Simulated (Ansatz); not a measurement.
## A series in wave cutoff on MgSi

All results are calculated (Ansatz 0.2.0). One setting of a density functional single point varied, free energy counted from the run at the reference value, pressure positive in compression; periodic cell, basis, potentials, k mesh and filling as listed.

Structure of every row (space group P4/mmm, No. 123):
```
cell vectors (Å)
   2.9084     0.0000     0.0000
   0.0000     2.9084     0.0000
   0.0000     0.0000     4.1034
atoms (fractions of the cell vectors)
Mg  0.00000  0.00000  0.00000
Si  0.50000  0.50000  0.50000
```

Settings of every row: functional PBEsol; dispersion D3(BJ); potentials PAW; k mesh 6x6x5; k shift 0.5x0.5x0.5; occupations methfessel paxton; smearing width 0.1 eV; spin none; SCF threshold exponent -9; varied setting wave cutoff; reference wave cutoff 500 eV.

Limits: coarse k mesh, up to 40 meV an atom off; the cell comes from a prototype or a list of computed structures and needn't be the stable phase.

Limits of some rows: cutoff under the advised one (row 1, 2, 3, 4).

```
row  wave cutoff (eV)  energy less reference (meV/atom)
  1               250                            130.97
  2               300                             18.48
  3               350                              2.92
  4               400                                 ?
  5               450                              0.06
  6               500                                 0
```

Question: what energy less reference should row 4 give?

Worked fit of energy less reference. Measure energy less reference from the row at the highest cutoff, 0.00 meV/atom, and take the logarithm of what remains: 250 → 4.87, 300 → 2.92, 350 → 1.07, 450 → -2.81. A straight line through these is ln|rest| = 14.458 − 0.03836 × cutoff, so the rest falls by a factor of e every 26.1 eV; from 4 rows that is a rough guide, not a law, and the row at the highest cutoff isn't the limit itself. At 400 eV the line gives ln|rest| = -0.886, a rest of 0.41 meV/atom, and so 0.00 + 0.41 = 0.41 meV/atom.

The calculation gave 0.36 meV/atom. The fit lies 0.05 meV/atom (14 % of the value, 0.038 % of the column's range) above it; its largest miss of a shown row is 0.91 meV/atom.
